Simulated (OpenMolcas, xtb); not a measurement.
How methods differ on C2H6Si (SMILES C[Si]C)

C2H6Si has 9 atoms, charge 0, and is taken as a singlet. SMILES: `C[Si]C`. The coordinates come from a PBE0-D4/def2-TZVP relaxation.

Quantity: the HOMO–LUMO gap, in eV. The values are calculated.

```
           level             kind     program  value (eV)   CPU time
        GFN0-xTB   semi-empirical         xtb        1.50  under 2 s
    HF/6-311+G**     Hartree–Fock  OpenMolcas        9.14       20 s
 SVWN5/6-311+G**              LDA  OpenMolcas        1.89       47 s
revPBE/6-311+G**              GGA  OpenMolcas        2.01       66 s
 M06-L/6-311+G**         meta-GGA  OpenMolcas        2.37       80 s
M06-2X/6-311+G**  hybrid meta-GGA  OpenMolcas        5.66       76 s
B2PLYP/6-311+G**    double hybrid  OpenMolcas        5.91       45 s
```

The values span 1.50 to 9.14 eV. Orbital gaps aren't excitation energies, and those of double hybrids come from the SCF part alone; they tend to grow with the share of exact exchange. CPU times are rough (shared hosts, several kinds of processor): they show what a rung costs within a factor of a few.

Dimethylsilylene has a divalent silicon centre, and its frontier orbitals both sit largely there: the HOMO is the in-plane lone pair, rich in Si 3s character, and the LUMO is the formally empty 3p orbital perpendicular to the C–Si–C plane. Hyperconjugation from the methyl groups raises this acceptor level somewhat but doesn't fill it, which leaves the silylene both nucleophilic and electrophilic at the same atom.

The three semilocal functionals lie close together, from 1.89 to 2.37 eV, while M06-2X and B2PLYP form a second group at 5.66 and 5.91 eV, well below Hartree–Fock. The separation probably reflects how the empty 3p level is treated, since nonlocal exchange makes it resemble an electron-attachment level, whereas a semilocal potential acts alike on filled and empty orbitals. The spread is therefore no measure of uncertainty in a single observable, and agreement within either group doesn't establish accuracy. Nor do these gaps give the singlet–triplet splitting, which would need the triplet's total energy as well.
